## Linear–parabolic growth: limits and scaling for Pd$_2$Si on Si(111)

### Model and law

A planar Pd$_2$Si layer of thickness $x$ grows between Pd and Si. We assume that Pd alone moves, relative to the Si sublattice, with constant diffusivity $D$. Let $c_1$, $c_2$ be the Pd number densities at the Pd and Si faces, and $\Delta c=c_1^{eq}-c_2^{eq}>0$ the difference of their equilibrium values. First-order interface reactions and a linear profile give

$$J=k_1(c_1^{eq}-c_1)=\frac{D(c_1-c_2)}{x}=k_2(c_2-c_2^{eq}).$$

Adding the three concentration drops yields

$$J=\frac{\Delta c}{x/D+1/k_{\rm eff}},\qquad \frac1{k_{\rm eff}}=\frac1{k_1}+\frac1{k_2}.$$

The layer thickens as $dx/dt=GJ$. Here $G$ is the silicide volume formed per Pd atom, $G=\Omega/2$, with $\Omega$ the volume per formula unit. Integrating from thickness $x_0$ at $t=0$,

$$\frac{x^2}{k_p}+\frac{x}{k_l}=t+t_0,\qquad k_p=2GD\Delta c,\quad k_l=Gk_{\rm eff}\Delta c,\quad t_0=\frac{x_0^2}{k_p}+\frac{x_0}{k_l}.$$

This is the form $x^2+Ax=B(t+t_0)$ of Deal and Grove (1965), with $B=k_p$ and $B/A=k_l$.

### Dimensional analysis

The eight quantities $x,t,D,k_1,k_2,G,\Delta c,x_0$ involve length, time and atom number, leaving five groups: $xk_{\rm eff}/D$, $tk_{\rm eff}^2/D$, $\epsilon=G\Delta c$, $k_1/k_2$ and $x_0k_{\rm eff}/D$. With a linear profile $k_1/k_2$ drops out and $\epsilon$ only multiplies time. The scales are

$$x^*=\frac{D}{k_{\rm eff}}=\frac{k_p}{2k_l},\qquad t^*=\frac{k_p}{4k_l^2}=\frac{D}{2\epsilon k_{\rm eff}^2}.$$

With $\xi=x/x^*$, $\tau=t/t^*$ and $x_0=0$,

$$\xi^2+2\xi=\tau,\qquad \xi=\sqrt{1+\tau}-1 .$$

The driving force $\Delta c$ sets the clock but not the crossover thickness.

### Limits

**Interface control, $\tau\ll1$.** Since $\tau=2\epsilon k_{\rm eff}^2t/D$, this covers short time, large $D$, small $k_{\rm eff}$ and small $\epsilon$. The series $\xi=\tau/2-\tau^2/8+\dots$ converges for $\tau<1$ and gives

$$x\simeq k_lt\left(1-\frac{k_l^2t}{k_p}\right).$$

**Diffusion control, $\tau\gg1$.** Here $\xi=\sqrt\tau-1+1/(2\sqrt\tau)-\dots$, so

$$x\simeq\sqrt{k_pt}-x^*+\frac{x^{*2}}{2\sqrt{k_pt}} .$$

The interfaces leave a constant offset $-x^*$, whose relative weight decays only as $\tau^{-1/2}$. The slope of $x^2$ against $t$ is $k_p\,\xi/(1+\xi)$, and the ratio $x^2/t$ is $k_p\,\xi/(2+\xi)$.

**Unequal interfaces.** For $k_1\ll k_2$, $k_{\rm eff}\simeq k_1(1-k_1/k_2)$, and symmetrically for $k_2\ll k_1$. At $k_1=k_2$, $k_{\rm eff}=k_1/2$. Thickness data cannot show which interface is slow.

**Initial layer.** Now $(1+\xi)^2=(1+\xi_0)^2+\tau$ with $\xi_0=x_0/x^*$. For $\xi_0\ll1$ the time shift is $2\xi_0t^*(1+\xi_0/2)$. For $\xi_0\gg1$ the initial rate is $(k_p/2x_0)(1-1/\xi_0)$, already diffusion limited.

**Finite $\epsilon$.** The ratio of the profile relaxation time $x^{*2}/D$ to $t^*$ is $2\epsilon$. For $k_{\rm eff}\to\infty$ the moving-boundary problem is solved exactly by an error-function profile with $x=2\lambda\sqrt{Dt}$, where the balance $dx/dt=GJ$ at the Si face requires $\sqrt\pi\,\lambda e^{\lambda^2}\operatorname{erf}\lambda=\epsilon$. The left side is $2\lambda^2(1+2\lambda^2/3+\dots)$, hence $x^2/t=4\lambda^2D=2\epsilon D(1-\epsilon/3+\dots)$.

### Crossovers

At fixed $t$ and $x_0=0$, differentiating the law gives

$$\frac{\partial\ln x}{\partial\ln k_l}=\frac1{1+\xi},\qquad \frac{\partial\ln x}{\partial\ln k_p}=\frac{\xi}{2(1+\xi)},\qquad n=\frac{d\ln x}{d\ln t}=\frac{2+\xi}{2+2\xi}.$$

The resistances are equal at $\xi=1$ ($\tau=3$, $n=3/4$), where the rate has fallen to $k_l/2$. The two terms of the integrated law are equal later, at $\xi=2$ ($x=k_p/k_l$, $\tau=8$, $n=2/3$). The rate stays within 10 % of $k_l$ for $\xi<1/9$, and the slope of $x^2(t)$ is within 10 % of $k_p$ for $\xi>9$.

For Arrhenius constants with energies $E_p$ and $E_l$, $x^*\propto e^{-(E_p-E_l)/k_BT}$ and $t^*\propto e^{(2E_l-E_p)/k_BT}$. Since $dt/dx=2x/k_p+1/k_l$, the rate at fixed $x$ has the local activation energy $(E_l+\xi E_p)/(1+\xi)$.

### Numbers

Hexagonal Pd$_2$Si grows with its $c$ axis along Si[111]. Approximate cell parameters $a=0.650$ nm and $c=0.343$ nm with three formula units give $\Omega=\sqrt3a^2c/6=0.0418$ nm$^3$ and $G=0.0209$ nm$^3$. Face-centred cubic Pd, with $a\approx0.389$ nm, has 0.0147 nm$^3$ per atom, so each nanometre of Pd yields 1.42 nm of silicide.

At 473 K (200 °C) take $k_p=0.36$ nm$^2$/s ($3.6\times10^{-15}$ cm$^2$/s) with $E_p=1.1$ eV, and $k_l=0.05$ nm/s with $E_l=0.8$ eV. These inputs were chosen to reproduce the typical behaviour, tens of nanometres in an hour with nearly parabolic kinetics; $k_l$ and $E_l$ are illustrative. Then $x^*=3.6$ nm and $t^*=36$ s. An assumed $\epsilon=0.01$ means $\Delta c=0.48$ nm$^{-3}$, $D=18$ nm$^2$/s, $k_{\rm eff}=5$ nm/s and a quasi-steady correction of 0.3 %. The model's values for $x_0=0$, with lengths in nm and third figures kept only to compare the limits, are:

| $t$ (s) | $\tau$ | $x$ | $k_lt$ | $\sqrt{k_pt}$ | $\sqrt{k_pt}-x^*$ | $n$ |
|---|---|---|---|---|---|---|
| 36 | 1 | 1.49 | 1.8 | 3.60 | 0 | 0.85 |
| 108 | 3 | 3.60 | 5.4 | 6.24 | 2.64 | 0.75 |
| 288 | 8 | 7.20 | 14.4 | 10.2 | 6.58 | 0.67 |
| 3600 | 100 | 32.6 | 180 | 36.0 | 32.4 | 0.55 |

After one hour the slope of $x^2(t)$ is $0.90\,k_p$, while $x^2/t$ lies 18 % below $k_p$. At $x=10$ nm the apparent activation energy is 1.02 eV. Heating to 523 K moves $x^*$ to 7.3 nm and $t^*$ to 11 s.

Two effects rival the linear regime. That regime ends at $x^*/9=0.40$ nm, about one period $c$, where nucleation and lateral spreading replace planar growth; the period is itself 10 % of $x^*$, so an uncertainty of one period in $x$ is equivalent to a 10 % change of $1/k_{\rm eff}$. An assumed layer $x_0=2$ nm formed during deposition gives $t_0=51$ s, longer than $t^*$. With these inputs $k_l$ must therefore be extracted from the offset $-x^*$, with $x_0$ known independently.

Self-heating is negligible. A reaction heat of order 2 eV per formula unit, released at the maximum rate $k_l/\Omega$ per unit area, gives 0.38 W/m$^2$. Across 0.5 mm of Si, with the compiled conductivity 130 W/(m K) (Ioffe Institute), the temperature drop is $1.5\times10^{-6}$ K, far too small for the temperature dependence of the conductivity to matter.

A 50 nm Pd film ends growth at $x=71$ nm. The model needs $1.40\times10^4$ s from the parabolic term and $1.42\times10^3$ s from the linear one, in total 4.3 h at 473 K, of which the interfaces account for 9 %.